# Signorini's mean stress theorem and the volume change under load

The volume average of the stress in a body is fixed by the loads alone, whatever the material. For an isotropic or cubic linear solid the trace of this average gives the change of volume, and no boundary-value problem has to be solved. A free flywheel swells by $\Delta V=\omega^2 I/(3K)$, whatever its profile.

## Conventions and premises

Indices run over Cartesian axes, repeated indices are summed, and $\partial_j=\partial/\partial x_j$. The body occupies a bounded region $\Omega$ of volume $V$ with outward unit normal $\mathbf n$. Averages are $\langle f\rangle=V^{-1}\int_\Omega f\,dV$. Tension is positive, so a pressure $p$ means $\sigma_{ij}=-p\,\delta_{ij}$.

- **P1 (Cauchy).** The traction on a surface element is $t_i=\sigma_{ij}n_j$, with $\sigma$ the Cauchy stress.
- **P2 (linear momentum).** $\partial_j\sigma_{ij}+b_i=0$, with $\mathbf b$ the body force per unit volume. If the material accelerates, $\mathbf b$ includes the inertial term $-\rho\mathbf a$.
- **P3 (angular momentum).** There are no couple stresses or body couples, so $\sigma_{ij}=\sigma_{ji}$.
- **P4 (regularity).** $\sigma$ is continuously differentiable in each of finitely many pieces of $\Omega$ (grains, for instance), and the traction $\sigma_{ij}n_j$ is continuous across the interfaces.

P1 to P4 hold in the current, deformed configuration and say nothing about the material. Two more premises enter only for the volume change.

- **P5 (small strain).** All strain components are small compared with 1.
- **P6 (linear response).** $\sigma_{ij}=C_{ijkl}(\varepsilon_{kl}-\varepsilon^*_{kl})$ with positive definite $C$. The eigenstrain $\varepsilon^*$ collects thermal and plastic strain.

## Step 1: the mean stress theorem

Since $\partial_k x_j=\delta_{jk}$, the product rule gives

$$\partial_k(\sigma_{ik}x_j)=(\partial_k\sigma_{ik})\,x_j+\sigma_{ij}.\tag{1}$$

P2 replaces $\partial_k\sigma_{ik}$ by $-b_i$, so $\sigma_{ij}=\partial_k(\sigma_{ik}x_j)+b_ix_j$. Integrate over each smooth piece and apply the divergence theorem to the first term. An internal interface is met twice, with opposite normals. The position $x_j$ is the same on both sides and the traction is continuous by P4, so the two contributions cancel. Only the outer boundary remains, where P1 applies:

$$\boxed{V\langle\sigma_{ij}\rangle=\oint_{\partial\Omega}t_i\,x_j\,dA+\int_\Omega b_i\,x_j\,dV\equiv M_{ij}}\tag{2}$$

This is Signorini's theorem. It is exact for elastic, plastic, granular or fluid matter and at finite deformation, provided that positions, areas and volumes are the current ones. The boundary includes the walls of any hole, with $\mathbf n$ pointing out of the material. $M_{ij}$ has the dimension of energy, and we call its trace

$$W=M_{kk}=\oint\mathbf t\cdot\mathbf x\,dA+\int\mathbf b\cdot\mathbf x\,dV\tag{3}$$

the virial of the loads.

**Origin.** Shifting $\mathbf x\to\mathbf x+\mathbf c$ adds $c_j(\oint t_i\,dA+\int b_i\,dV)$ to $M_{ij}$. The bracket is the integral of P2 over the body and vanishes. The origin is therefore arbitrary, as long as all loads, support reactions included, are counted.

**Symmetry.** By P3 the left side of (2) is symmetric. The condition $M_{ij}-M_{ji}=0$ is the statement that the total torque of the loads vanishes.

**Virtual work.** Multiplying P2 by any smooth field $w_i$ and integrating by parts gives $\int\sigma_{ij}\partial_jw_i\,dV=\oint t_iw_i\,dA+\int b_iw_i\,dV$. The choice $w_i=A_{ij}x_j$ with constant $A$ reproduces (2) contracted with $A_{ij}$. The theorem is the principle of virtual work restricted to homogeneous virtual deformations. Antisymmetric $A$ gives torque balance, and $A_{ij}=\delta_{ij}$, a uniform dilatation, gives (3).

## Step 2: volume change and the trace of the strain

Let $\mathbf u$ be the displacement from the unloaded state of volume $V_0$, and $\mathsf D_{ij}=\partial u_i/\partial X_j$ its gradient with respect to the unloaded position $\mathbf X$. A volume element changes by the factor

$$J=\det(1+\mathsf D)=1+\operatorname{tr}\mathsf D+\tfrac12\left[(\operatorname{tr}\mathsf D)^2-\operatorname{tr}(\mathsf D^2)\right]+\det\mathsf D.\tag{4}$$

For small $\mathsf D$ only the linear term survives. The antisymmetric part of $\mathsf D$ is traceless, so $\operatorname{tr}\mathsf D=\varepsilon_{kk}$ with $\varepsilon_{ij}=\tfrac12(\mathsf D_{ij}+\mathsf D_{ji})$, and

$$\Delta V=\int(J-1)\,dV_0=\int_\Omega\varepsilon_{kk}\,dV+O(\varepsilon^2V).\tag{5}$$

Small rotations are not needed. In the polar decomposition $1+\mathsf D=\mathsf R\,\mathsf U$ the rotation has $\det\mathsf R=1$, so $J=\det\mathsf U$. Equation (4) applied to $\mathsf U-1$ returns (5) with $\varepsilon=\mathsf U-1$, and P6 then holds in axes that turn with the element. The difference between $dV$ and $dV_0$ is of relative order $\varepsilon$. Equation (5) is the change in the volume of material. It equals the change in the volume enclosed by the outer surface only if the body has no closed cavities and its interfaces stay bonded.

## Step 3: the trace of Hooke's law

Write $e=\varepsilon-\varepsilon^*$ for the elastic strain. In the cube axes of a cubic crystal,

$$\sigma_{11}=C_{11}e_{11}+C_{12}(e_{22}+e_{33}),\qquad\sigma_{23}=2C_{44}e_{23},$$

and cyclically. In the sum of the three normal stresses each $e_{(ii)}$ appears once with $C_{11}$ and twice with $C_{12}$, and no shear strain appears:

$$\sigma_{kk}=(C_{11}+2C_{12})\,e_{kk}=3K\,e_{kk}.\tag{6}$$

The constant is $3K$ because a pressure $p$ has $\sigma_{kk}=-3p$ and the bulk modulus is defined by $e_{kk}=-p/K$. Positive definiteness of $C$ requires $K>0$, so (6) can be inverted. An isotropic solid is the case $C_{11}=\lambda+2G$, $C_{12}=\lambda$, $C_{44}=G$, for which $3K=3\lambda+2G=E/(1-2\nu)$ with Young's modulus $E$ and Poisson's ratio $\nu$.

Both sides of (6) are traces and do not change under a rotation of axes. Relation (6) thus holds at every point with the same $K$, whatever the local orientation of the lattice. A dense single-phase polycrystal of cubic grains, with any texture, obeys it grain by grain, although its shear response varies from grain to grain.

## Step 4: the volume change

Insert (6) in (5), take the uniform $K$ out of the integral, and use (3):

$$\boxed{\Delta V=\frac{1}{3K}\left[\oint\mathbf t\cdot\mathbf x\,dA+\int\mathbf b\cdot\mathbf x\,dV\right]+\int\varepsilon^*_{kk}\,dV}\tag{7}$$

Without eigenstrain, $\Delta V=W/(3K)$. Betti's reciprocal theorem gives the same result. The auxiliary state $\sigma'_{ij}=s\,\delta_{ij}$ has displacement $\mathbf u'=s\,\mathbf x/(3K)$, traction $s\,\mathbf n$ and no body force. The work of its traction on the real displacement is $s\oint\mathbf u\cdot\mathbf n\,dA=s\,\Delta V$, and the work of the real loads on $\mathbf u'$ is $sW/(3K)$.

Two consequences follow from the last term of (7). Plastic slip conserves volume, $\varepsilon^{p}_{kk}=0$, so small plastic flow leaves $\Delta V$ unchanged. A residual stress field has $\mathbf t=\mathbf b=0$, hence zero mean by (2), and its elastic strain adds no volume at linear order.

For a homogeneous crystal of lower symmetry, averaging $e_{ij}=S_{ijkl}\sigma_{kl}$, with $S$ the inverse of $C$, gives $\Delta V=S_{kkij}M_{ij}$, and the full tensor $M$ is needed.

## Two collinear squeezing forces

Put the line of action along $z$. A force $-F\hat{\mathbf z}$ acts at $z=h$ and $+F\hat{\mathbf z}$ at $z=0$, with $\mathbf b=0$. Then $W=(-F)h+F\cdot0$, and

$$V\langle\sigma_{zz}\rangle=-Fh,\qquad\Delta V=-\frac{Fh}{3K}\tag{8}$$

for any shape, with all other mean stresses zero. For loads spread over contact patches with tractions parallel to $z$, (8) stays exact when $h$ is the distance between the load-weighted mean heights of the patches. Friction on a patch of size $a$ can add a term of order $Fa$. The limit $a\to0$ is harmless: the stress near a point force grows as $F/r^2$, which is integrable in three dimensions, although the elastic energy diverges.

Two cases confirm (8).

- A prism of section $A$ and height $h$ has $\sigma_{zz}=-F/A$ everywhere, so $\Delta V=-Ah\,(F/A)(1-2\nu)/E=-Fh/(3K)$.
- A thin disc of diameter $D$ is squeezed along a diameter by $P$ per unit thickness. From each load point take the radial field $\sigma_{rr}=-2P\cos\theta/(\pi r)$, with $\theta$ measured from the diameter. It is in equilibrium because $r\sigma_{rr}$ does not depend on $r$, and its resultant on a half circle is $P$. On the rim $r=D\cos\theta$ for both fields and their radial directions are perpendicular, so they add to an isotropic in-plane stress $-2P/(\pi D)$. A uniform in-plane tension $2P/(\pi D)$ frees the rim. Each radial field integrates to $-(2P/\pi)\int_{-\pi/2}^{\pi/2}D\cos^2\theta\,d\theta=-PD$, and the uniform part has trace $4P/(\pi D)$ over the area $\pi D^2/4$. The integrated trace is $-2PD+PD=-PD$, as (8) requires.

A uniform pressure gives $W=-p\oint\mathbf n\cdot\mathbf x\,dA=-p\int\partial_kx_k\,dV=-3pV$, so $\Delta V=-pV/K$.

## The free flywheel

Let the body spin steadily at angular velocity $\omega$ about $z$, with the origin on the axis and no surface load. Every particle moves on a circle, $\mathbf a=-\omega^2(x,y,0)$, so P2 holds with $\mathbf b=\rho\omega^2(x,y,0)$. Then

$$M_{ij}=\omega^2\int\rho\,(x_i-z\,\delta_{iz})\,x_j\,dV.\tag{9}$$

The premise $\mathbf t=0$ restricts the body. Force balance needs $\int\rho x\,dV=\int\rho y\,dV=0$, so the centre of mass lies on the axis. The row $M_{zj}$ vanishes, and symmetry then demands $M_{xz}=M_{yz}=0$, so the axis is a principal axis of inertia. These are static and dynamic balance. An unbalanced wheel needs bearing forces, and they enter $W$.

The trace of (9) contains the moment of inertia about the spin axis, $I=\int\rho(x^2+y^2)\,dV$:

$$W=\omega^2I=2E_{\rm kin},\qquad\boxed{\Delta V=\frac{\omega^2I}{3K}=\frac{2E_{\rm kin}}{3K}}\tag{10}$$

The swelling measures the stored energy $E_{\rm kin}=\tfrac12I\omega^2$ and is blind to the profile of the wheel. For an axisymmetric wheel, $\langle\sigma_{xx}\rangle=\langle\sigma_{yy}\rangle=\omega^2I/(2V)$ and $\langle\sigma_{zz}\rangle=0$. A flat annulus of radii $a<R$ and any thickness has $I=\rho V(R^2+a^2)/2$, so

$$\frac{\Delta V}{V}=\frac{\rho\omega^2(R^2+a^2)}{6K}.\tag{11}$$

For $a\to R$ this is $\rho\omega^2R^2/(3K)$, the dilatation of a thin ring under its hoop stress $\rho\omega^2R^2$. For a hexagonal single crystal spun about its $c$ axis, $1/(3K)$ in (10) is replaced by $S_{11}+S_{12}+S_{13}$.

**Check on the thin solid disc.** For an isotropic disc in plane stress with radial displacement $u(r)$, Hooke's law reads $\sigma_r=E(u'+\nu u/r)/(1-\nu^2)$ and $\sigma_\theta=E(u/r+\nu u')/(1-\nu^2)$, and P2 reads $\sigma_r'+(\sigma_r-\sigma_\theta)/r+\rho\omega^2r=0$. Substitution shows that the solution regular at the centre with $\sigma_r(R)=0$ is

$$u=\frac{\rho\omega^2(1-\nu)}{8E}\,r\left[(3+\nu)R^2-(1+\nu)r^2\right],\tag{12}$$

$$\sigma_r=\tfrac18\rho\omega^2(3+\nu)(R^2-r^2),\qquad\sigma_\theta=\tfrac18\rho\omega^2\left[(3+\nu)R^2-(1+3\nu)r^2\right].\tag{13}$$

With $\langle r^2\rangle=R^2/2$ the mean trace is $\tfrac18\rho\omega^2R^2[2(3+\nu)-2(1+\nu)]=\tfrac12\rho\omega^2R^2$. Poisson's ratio drops out, and the result is $\omega^2I/V$.

## Which bulk modulus

For a cubic solid the thermal eigenstrain is $\alpha\,\Delta T\,\delta_{ij}$, with $\alpha$ the linear expansion coefficient. With the isothermal modulus $K_T$, (7) reads $\Delta V=W/(3K_T)+3\alpha V\langle\Delta T\rangle$. The Gibbs energy density obeys $dg=-\varepsilon_{ij}d\sigma_{ij}-s\,dT$, and its Maxwell relation $\partial s/\partial\sigma_{ij}=\partial\varepsilon_{ij}/\partial T=\alpha\,\delta_{ij}$ gives the entropy change per volume $\Delta s=\rho c_p\Delta T/T+\alpha\,\sigma_{kk}$. If no heat crosses the surface and the response is elastic, $\int\Delta s\,dV=0$ to first order, since internal conduction produces entropy only at second order. Hence

$$\langle\Delta T\rangle=-\frac{T\alpha\langle\sigma_{kk}\rangle}{\rho c_p},\qquad\Delta V=\frac{W}{3K_S},\qquad\frac1{K_S}=\frac1{K_T}-\frac{9\alpha^2T}{\rho c_p}.\tag{14}$$

An insulated wheel follows the adiabatic modulus $K_S$, even after its temperature has evened out inside. A wheel that has returned to its initial temperature follows $K_T$.

## Range of validity

- Equation (2) needs P1, P2 and P4 only, in the current configuration, with all loads and inertial forces counted.
- Equation (7) needs small strain and one uniform $K$ linking the two traces. It covers isotropic solids, cubic crystals and dense single-phase cubic polycrystals. Second phases, pores, opening cracks and textured non-cubic metals break it.
- Using unloaded dimensions in $W$ is allowed only if the loaded shape is close to the unloaded one. For a strongly bent strip, $h$ in (8) is the current distance.
- Neglected terms are of relative order $\varepsilon$ times a coefficient. The quadratic term of (4) and the growth of $I$ are geometric. A modulus $K+K'p$ gives $\Delta V/V=-(p/K)[1-(1+K')p/(2K)]$. The deviatoric stress $s_{ij}$ adds $-s_{ij}s_{ij}/(4G)$ to $g$, and its pressure derivative is a dilatation of about $G's_{ij}s_{ij}/(4G^2)$ with $G'=dG/dp$.
- The theorem gives averages only. It bounds the peak from below, $\max\sigma_{kk}\ge\langle\sigma_{kk}\rangle$, and it cannot show that a wheel stays elastic.

## Numerical illustration: an aluminium disc

Take a solid disc with $R=200$ mm and thickness $H=40$ mm at 10 000 rpm and $T=293$ K. The measured constants of fcc Al at room temperature, as listed by D. N. Blaschke, are $C_{11}=106.75$, $C_{12}=60.41$ and $C_{44}=28.34$ GPa. The measured expansion coefficient at 293 K is $\alpha=23.1\times10^{-6}$ K$^{-1}$, as listed by Kaye and Laby Online (NPL). Typical values serve for the rest: $\rho\approx2.70$ g cm$^{-3}$ and $c_p\approx900$ J kg$^{-1}$K$^{-1}$. Intermediate values are carried unrounded.

| Quantity | Expression | Value |
|---|---|---|
| $3K$ | $C_{11}+2C_{12}$ | 227.57 GPa |
| $K$ | | 75.86 GPa |
| $\omega$ | $2\pi\times10\,000/60$ | 1047.2 rad/s |
| rim speed | $\omega R$ | 209 m/s |
| $V$ | $\pi R^2H$ | 5027 cm$^3$ |
| mass $m$ | $\rho V$ | 13.57 kg |
| $I$ | $mR^2/2$ | 0.2714 kg m$^2$ |
| $W$ | $\omega^2I$ | 298 kJ |
| $E_{\rm kin}$ | $W/2$ | 149 kJ |
| $\langle\sigma_{xx}\rangle$ | $W/(2V)$ | 29.6 MPa |
| $\langle\sigma_{kk}\rangle/3$ | $W/(3V)$ | 19.7 MPa |
| $\Delta V$ | $W/(3K)$ | 1.31 cm$^3$ |
| $\Delta V/V$ | | $2.60\times10^{-4}$ |

**Shape change and peak stress.** These need a shear modulus, which $\Delta V$ does not. For an untextured polycrystal take the Voigt estimate, the orientation average of $C_{1212}$: $G=(C_{11}-C_{12}+3C_{44})/5=26.27$ GPa. Then $\nu=(3K-2G)/[2(3K+G)]=0.345$ and $E=2G(1+\nu)=70.7$ GPa. Hooke's law applied to the mean stress gives $\langle\varepsilon_{xx}+\varepsilon_{yy}\rangle=(1-\nu)W/(EV)=5.49\times10^{-4}$ and $\langle\varepsilon_{zz}\rangle=-\nu W/(EV)=-2.89\times10^{-4}$, whose sum is $\Delta V/V$. By the divergence theorem the first equals $2\bar u(R)/R$, with $\bar u$ averaged over the rim, so the radius grows by 55 μm. The second is the face-averaged $\Delta H/H$, so the mean thickness changes by $-11.6$ μm. With $\rho\omega^2R^2=118.4$ MPa the thin-disc formulas (13) put the peak stress at the centre, $\sigma_0=49.5$ MPa. This is about half the typical yield stress, roughly 100 MPa, of work-hardened commercially pure aluminium.

**Thermal terms.** The ratio $9\alpha^2TK/(\rho c_p)$ is 0.044, and (14) gives $\langle\Delta T\rangle=-0.16$ K for an insulated spin-up. If the constants above are adiabatic, 1.31 cm$^3$ belongs to the insulated wheel and the isothermal value is 1.37 cm$^3$. If they are isothermal, the insulated value is 1.25 cm$^3$. External heating matters more. With $3\alpha=6.93\times10^{-5}$ K$^{-1}$ the disc gains 0.35 cm$^3$ per kelvin, so a mean warming of 3.8 K from bearings or air drag equals the whole centrifugal effect.

**Other loads.** Resting on its lower face with $g\approx9.81$ m s$^{-2}$, the disc has a gravitational virial $-mgH/2=-2.7$ J, which is $9\times10^{-6}$ of $W$ in size and is present at rest too. Pumping the housing from 1 atm to vacuum adds $pV/K=0.0067$ cm$^3$. A press fit in a bore of radius $a$ exerts an outward traction $p_b$ on the wheel, with virial $2\pi a^2Hp_b$. A loss of 20 MPa of fit pressure at $a=20$ mm removes 2.0 kJ, about 0.7 % of the $W$ above.

**Second-order terms.** By (12), $u/r$ falls from $4.6\times10^{-4}$ at the centre to $2.7\times10^{-4}$ at the rim, so $I$ grows by a fraction below twice the central value, $9\times10^{-4}$. At the centre the hydrostatic tension is $2\sigma_0/3=33$ MPa and the linear dilatation $4.4\times10^{-4}$. With a typical $K'\approx4.5$ the relative correction $(1+K')|p|/(2K)$ is $1\times10^{-3}$. There $s_{ij}s_{ij}=2\sigma_0^2/3$, so $s_{ij}s_{ij}/(4G^2)=5.9\times10^{-7}$, and a typical $G'\approx2$ makes the shear-induced dilatation $3\times10^{-3}$ of the linear one. All of these lie well below the gap between $K_S$ and $K_T$.

The supported result is $\Delta V\approx1.3$ cm$^3$ for 149 kJ of stored energy, uncertain by about 4 % through the thermal condition, and observable only if the mean temperature of the wheel is known to a small fraction of 3.8 K.